\section*{Notes: Ehrenfest relations, the Prigogine--Defay ratio, and YBa$_2$Cu$_3$O$_7$ under uniaxial stress}

\subsection*{Premises and conventions}

I take a fixed amount of matter in equilibrium, with Gibbs energy $G(T,p)$ and $dG=-S\,dT+V\,dp$. I use Hartree atomic units with $k_B=1$: $T$ is an energy, $S$ and $C_p$ are pure numbers, pressure is in $E_h/a_0^3$, and $dT_c/dp$ is a volume. The premises are:
\begin{enumerate}
\item[(P1)] Two phases meet on a differentiable line $T=T_c(p)$ of slope $\tau=dT_c/dp$.
\item[(P2)] On each side $G$ is twice continuously differentiable, and the second derivatives have finite one-sided limits on the line.
\item[(P3)] $S$ and $V$ are continuous at every point of the line, not only at one point.
\end{enumerate}
This is a second-order transition in the sense of Ehrenfest (1933). For any quantity $X$ I write $\Delta X=X(T_c^-)-X(T_c^+)$, the low-temperature phase minus the high-temperature phase. The response functions are
\begin{equation}
C_p=-T\,G_{TT},\qquad V\alpha=G_{Tp},\qquad V\kappa_T=-G_{pp},
\tag{1}
\end{equation}
with $\alpha$ the volume expansion coefficient and subscripts on $G$ denoting partial derivatives.

\subsection*{The two relations}

Within either phase $S=-G_T$ and $V=G_p$. By (P2) the mixed derivatives are equal, so
\begin{equation}
dS=\frac{C_p}{T}\,dT-V\alpha\,dp,\qquad dV=V\alpha\,dT-V\kappa_T\,dp .
\tag{2}
\end{equation}
By (P2) these differentials also hold for the one-sided limits of $S$ and $V$ taken along the line, where $dT=\tau\,dp$. By (P3), $\Delta S$ and $\Delta V$ vanish identically along the line, so their derivatives along it vanish. $T$ and $V$ are common to both sides and factor out of the differences:
\begin{equation}
\frac{\Delta C_p}{T_c}\,\tau-V\Delta\alpha=0,\qquad
\Delta\alpha\,\tau-\Delta\kappa_T=0 .
\tag{3}
\end{equation}
If $\Delta C_p\neq0$ and $\tau\neq0$, the first equation makes $\Delta\alpha\neq0$, the second then makes $\Delta\kappa_T\neq0$, and I may divide:
\begin{equation}
\frac{dp}{dT}=\frac{1}{\tau}=\frac{\Delta C_p}{T_cV\,\Delta\alpha}=\frac{\Delta\alpha}{\Delta\kappa_T}.
\tag{4}
\end{equation}
These are the Ehrenfest relations. They replace the Clausius--Clapeyron slope $\Delta S/\Delta V$, which is $0/0$ here. Equating the two expressions removes the slope:
\begin{equation}
\Pi\equiv\frac{\Delta C_p\,\Delta\kappa_T}{T_cV(\Delta\alpha)^2}=1 .
\tag{5}
\end{equation}
This is the Prigogine--Defay ratio. Reversing the sign convention for $\Delta$ changes neither (4) nor (5). By (1), Eqs.~(3) say that the jump of the Hessian of $G$ annihilates the tangent vector $(\tau,1)$, so its determinant is zero, and (5) is that determinant condition. At an extremum of $T_c(p)$, $\tau=0$ forces $\Delta\alpha=\Delta\kappa_T=0$ while $\Delta C_p$ survives; $\Pi$ is then $0/0$ and only (3) remains meaningful. I therefore prefer the solved form $\Delta\alpha=A\tau$, $\Delta\kappa_T=A\tau^2$ with $A=\Delta C_p/(VT_c)$.

\subsection*{Uniaxial stresses on an orthorhombic crystal}

I cut a single-domain block with edges $L_i$ along $i=a,b,c$ and apply normal forces $F_i$, positive in tension. The reference state is the unstressed crystal at $T_c$, with edges $L_i^0$ and volume $V=L_a^0L_b^0L_c^0$. I define the strain $\varepsilon_i=(L_i-L_i^0)/L_i^0$ and the uniaxial pressure $p_i=-F_iL_i^0/V$, the force per reference area, positive in compression. The work is then exactly $\sum_iF_i\,dL_i=-V\sum_ip_i\,d\varepsilon_i$. With $G=U-TS+V\sum_ip_i\varepsilon_i$,
\begin{equation}
dG=-S\,dT+V\sum_i\varepsilon_i\,dp_i ,
\tag{6}
\end{equation}
where $V$ is now a constant. The heat capacity at constant stress, the linear expansion coefficients and the isothermal compliances are
\begin{equation}
C=-T\,G_{TT},\qquad V\alpha_i=V\frac{\partial\varepsilon_i}{\partial T}=G_{Ti},\qquad
Vs_{ij}=-V\frac{\partial\varepsilon_i}{\partial p_j}=-G_{ij},
\tag{7}
\end{equation}
with $G_i=\partial G/\partial p_i$. The premises become: a differentiable surface $T_c(p_a,p_b,p_c)$ with slopes $\tau_i=\partial T_c/\partial p_i$, finite one-sided second derivatives, and $S$ and each $\varepsilon_i$ continuous on the surface. In either phase
\begin{equation}
dS=\frac{C}{T}\,dT-V\sum_j\alpha_j\,dp_j,\qquad
d\varepsilon_i=\alpha_i\,dT-\sum_js_{ij}\,dp_j .
\tag{8}
\end{equation}
On the surface $dT=\sum_j\tau_j\,dp_j$ with the $dp_j$ independent, so in $d\Delta S=0$ and $d\Delta\varepsilon_i=0$ the coefficient of each $dp_j$ vanishes separately. The first gives $\Delta C\,\tau_j/T_c=V\Delta\alpha_j$, the second $\Delta\alpha_i\tau_j=\Delta s_{ij}$. Inserting the first into the second,
\begin{equation}
\Delta\alpha_i=A\,\tau_i,\qquad \Delta s_{ij}=A\,\tau_i\tau_j,\qquad A=\frac{\Delta C}{VT_c},
\tag{9}
\end{equation}
and, wherever $\tau_i\tau_j\neq0$,
\begin{equation}
\Pi_{ij}\equiv\frac{\Delta C\,\Delta s_{ij}}{T_cV\,\Delta\alpha_i\Delta\alpha_j}=1 .
\tag{10}
\end{equation}
The compliance jump is a rank-one matrix. For $\Delta C>0$ the low-temperature phase is softer along each axis with $\tau_i\neq0$, whatever the sign of $\tau_i$. Shear stresses do not enter at zero stress: each changes sign under a mirror plane of the $mmm$ point group while $T_c$ does not, so $T_c$ has no term linear in them.

The hydrostatic case follows at the reference state. There the actual volume changes by $V\sum_id\varepsilon_i$, and a hydrostatic $dp$ means $dp_i=dp$, because the face areas equal the reference areas and their changes are multiplied by $p=0$. Hence $\alpha=\sum_i\alpha_i$, $\kappa_T=\sum_{ij}s_{ij}$, $\tau=\sum_i\tau_i$, and summing (9) returns $\Delta\alpha=A\tau$, $\Delta\kappa_T=A\tau^2$ and (5).

\subsection*{A Landau model that fulfils the premises}

Let $u=T-T_c(p_i)$ and $G=G_n+a\,u\,|\psi|^2+\tfrac12b|\psi|^4$, with $G_n$ smooth and $a,b>0$ smooth functions of the $p_i$. Setting $\partial G/\partial|\psi|^2=0$ gives $|\psi|^2=-au/b$ for $u<0$, while $\psi=0$ for $u>0$. So for $u<0$
\begin{equation}
G-G_n=-\tfrac12B\,u^2,\qquad B=a^2/b .
\tag{11}
\end{equation}
All first derivatives of (11) vanish at $u=0$, as (P3) requires. Two $T$ derivatives give $\Delta C=T_cB$, so $B=VA$. For one pressure variable, with $\partial u/\partial p=-\tau$ and primes for $d/dp$, two $p$ derivatives give
\begin{equation}
V(s-s_n)=B\tau^2+(T_c-T)\,(B\tau'+2B'\tau)+\tfrac12B''(T_c-T)^2 .
\tag{12}
\end{equation}
At $T_c$ only $B\tau^2$ remains, which is (9). The curvature of $T_c$ and the stress dependence of $B$ give kinks, not jumps.

\subsection*{When the ratio exceeds one}

The value 1 rests on (P1) and (P3) together. Take instead internal variables $\xi_1,\dots,\xi_n$ that equilibrate on one side and are frozen on the other, as in a simple picture of a glass transition. Let $M_{kl}=\partial^2G/\partial\xi_k\partial\xi_l$, positive definite by stability, and $(g_x)_k=\partial^2G/\partial x\,\partial\xi_k$ for $x=T,p$. Differentiating $\partial G/\partial\xi_k=0$ gives $\partial\xi/\partial x=-M^{-1}g_x$, so the relaxed Hessian is the frozen one minus $\langle g_x,g_y\rangle\equiv g_x^{\mathsf T}M^{-1}g_y$. By (1), relaxed minus frozen, $\Delta C_p/T=\langle g_T,g_T\rangle$, $V\Delta\alpha=-\langle g_T,g_p\rangle$ and $V\Delta\kappa_T=\langle g_p,g_p\rangle$, whence
\begin{equation}
\Pi=\frac{\langle g_T,g_T\rangle\langle g_p,g_p\rangle}{\langle g_T,g_p\rangle^2}\ \ge 1
\tag{13}
\end{equation}
by the Cauchy--Schwarz inequality. Equality needs $g_T\parallel g_p$, which is automatic for $n=1$. This is the result of Davies and Jones (1953). It does not contradict (5), since a freezing-in is not an equilibrium line obeying (P1)--(P3).

\subsection*{Numbers for YBa$_2$Cu$_3$O$_7$}

My inputs are approximate values typical of a single-domain crystal near full oxygenation in zero magnetic field: $T_c\approx92$~K; lattice constants $3.82$, $3.89$, $11.68$~\AA\ (one formula unit per cell); mean-field jump $\Delta C/T_c\approx50$~mJ\,mol$^{-1}$K$^{-2}$; slopes $\tau_a\approx-2.0$, $\tau_b\approx+1.9$, $\tau_c\approx-0.3$~K/GPa. They depend on oxygen content. I keep guard digits in atomic units and two figures after conversion.

The conversion factors are $1~\mathrm{K}=3.1668\times10^{-6}\,E_h$, $1\,E_h/a_0^3=29421$~GPa and $1~\mathrm{K/GPa}=0.09317\,a_0^3$. Per cell, $V=173.6$~\AA$^3=1171.3\,a_0^3$, $T_c=2.9135\times10^{-4}\,E_h$, and $\Delta C=4.6$~J\,mol$^{-1}$K$^{-1}$ divided by $R$ is $0.5533$. Then
\begin{equation}
A=\frac{0.5533}{1171.3\times2.9135\times10^{-4}}=1.621\ a_0^{-3}E_h^{-1},
\tag{14}
\end{equation}
and $\tau_a=-0.1863$, $\tau_b=+0.1770$, $\tau_c=-0.02795$ in $a_0^3$. Equation~(9) gives, superconducting minus normal:
\begin{center}
\begin{tabular}{lll}
quantity & atomic units & converted\\ \hline
$\Delta\alpha_a$ & $-0.302\ E_h^{-1}$ & $-9.6\times10^{-7}$ K$^{-1}$\\
$\Delta\alpha_b$ & $+0.287\ E_h^{-1}$ & $+9.1\times10^{-7}$ K$^{-1}$\\
$\Delta\alpha_c$ & $-0.0453\ E_h^{-1}$ & $-1.4\times10^{-7}$ K$^{-1}$\\
$\Delta s_{aa}$ & $+0.0563\ a_0^3/E_h$ & $+1.9\times10^{-6}$ GPa$^{-1}$\\
$\Delta s_{bb}$ & $+0.0508\ a_0^3/E_h$ & $+1.7\times10^{-6}$ GPa$^{-1}$\\
$\Delta s_{ab}$ & $-0.0535\ a_0^3/E_h$ & $-1.8\times10^{-6}$ GPa$^{-1}$\\
\end{tabular}
\end{center}
On cooling below $T_c$ the superconducting contribution lengthens $a$ (as $\Delta\alpha_a<0$) and shortens $b$, so it reduces the orthorhombic distortion. Compression along $b$ does the same and raises $T_c$, by $0.19$~K at $0.1$~GPa; compression along $a$ lowers it by $0.20$~K. With an approximate in-plane Young modulus $E=1/s_{aa}\approx200$~GPa, the relative step is $\Delta E/E=-E\,\Delta s_{aa}\approx-4\times10^{-4}$. The table obeys $\Pi_{ij}=1$ by construction, so it predicts the jumps and does not test the ratio.

The hydrostatic sum nearly cancels: $\tau=-0.4$~K/GPa, $\Delta\alpha\approx-2\times10^{-7}$~K$^{-1}$ and $\Delta\kappa_T\approx8\times10^{-8}$~GPa$^{-1}$, a fraction $(\tau/\tau_a)^2=0.04$ of $\Delta s_{aa}$. If each slope is uncertain by $0.2$~K/GPa, independently, the sum is uncertain by $0.35$~K/GPa, so not even its sign is secure. The scalar ratio (5) is close to its $0/0$ case in this material, while $\Pi_{aa}$, $\Pi_{bb}$ and $\Pi_{ab}$ are well conditioned.

\subsection*{Range of validity}

\emph{Equilibrium and fixed constraints.} Both sides must be in equilibrium under the same constraints. I assume that the chain-oxygen arrangement is frozen on both sides near 92~K, so that it adds no jump, and that the stress moves no twin walls.

\emph{One transition surface.} In a twinned crystal the two domain families have $a$ and $b$ interchanged, and a stress along one in-plane edge splits $T_c$, which violates (P1). Idealising the stress as uniform and the fractions as equal, $G$ is the mean of two functions of type (11), with slopes $\tau_a$ and $\tau_b$. At zero stress $\Delta C$ is unchanged, $\Delta\alpha=A(\tau_a+\tau_b)/2=-2\times10^{-8}$~K$^{-1}$ and $\Delta s=A(\tau_a^2+\tau_b^2)/2=1.8\times10^{-6}$~GPa$^{-1}$. The apparent ratio is $2(\tau_a^2+\tau_b^2)/(\tau_a+\tau_b)^2\ge1$, nominally $1.5\times10^3$; the near cancellation makes only its being very large reliable. Elastic clamping at the twin walls is left out of this estimate.

\emph{Isothermal compliances.} Sound-velocity methods give the adiabatic $s^S_{ij}$. Setting $dS=0$ in (8) gives $dT=(TV/C)\sum_j\alpha_j\,dp_j$, hence $s^S_{ij}=s_{ij}-TV\alpha_i\alpha_j/C$ with the full $\alpha_i$ and $C$, and
\begin{equation}
\Delta s^S_{aa}-\Delta s_{aa}=-T_cV\left[\frac{(\alpha_a+\Delta\alpha_a)^2}{C+\Delta C}-\frac{\alpha_a^2}{C}\right],
\tag{15}
\end{equation}
where $\alpha_a$ and $C$ are normal-state values. With rough backgrounds $\alpha_a\approx5\times10^{-6}$~K$^{-1}$ and $C\approx120$~J\,mol$^{-1}$K$^{-1}$, and the molar volume $1.045\times10^{-4}$~m$^3$\,mol$^{-1}$, this is $+0.7\times10^{-6}$~GPa$^{-1}$, about $0.4$ of $\Delta s_{aa}$. Using $s^S$ uncorrected would give an apparent $\Pi_{aa}\approx1.4$.

\emph{Finite jumps.} (P2) is a mean-field property. Close to $T_c$ this short-coherence-length superconductor shows fluctuation behaviour usually described by the three-dimensional XY class, with a sharp cusp-like peak in $C$ whose exponent is close to zero, so a jump is defined only through an extrapolation from outside the critical region. If the singular part of $G$ has the form $f(u)$, Eq.~(7) gives $C^{\rm sing}=-Tf''$, $V\alpha_i^{\rm sing}=-\tau_if''$ and $Vs_{ij}^{\rm sing}=-\tau_i\tau_jf''+\tau_{ij}f'$, with $\tau_{ij}=\partial^2T_c/\partial p_i\partial p_j$. The last term is less singular by one power of $u$. The leading singular parts therefore obey (9) with $C^{\rm sing}/T$ in place of $\Delta C/T_c$ (the Pippard relations), and $\Pi_{ij}=1$ holds for them if the same construction is applied to $C$, $\alpha_i$ and $s_{ij}$.

\emph{Extrapolation width.} By (12), the terms linear in $T_c-T$ equal the jump at a distance $\delta T$ when $|\tau'|=\tau^2/\delta T$ or $|B'/B|=|\tau|/(2\,\delta T)$. For $\delta T=5$~K these thresholds are $0.8$~K/GPa$^2$ and $0.2$~GPa$^{-1}$ for stress along $a$, but only $0.03$~K/GPa$^2$ and $0.04$~GPa$^{-1}$ for hydrostatic pressure. A compliance jump read off at such a distance without removing the change of slope is reliable only if the curvature of $T_c$ and the stress dependence of $B$ lie well below these values.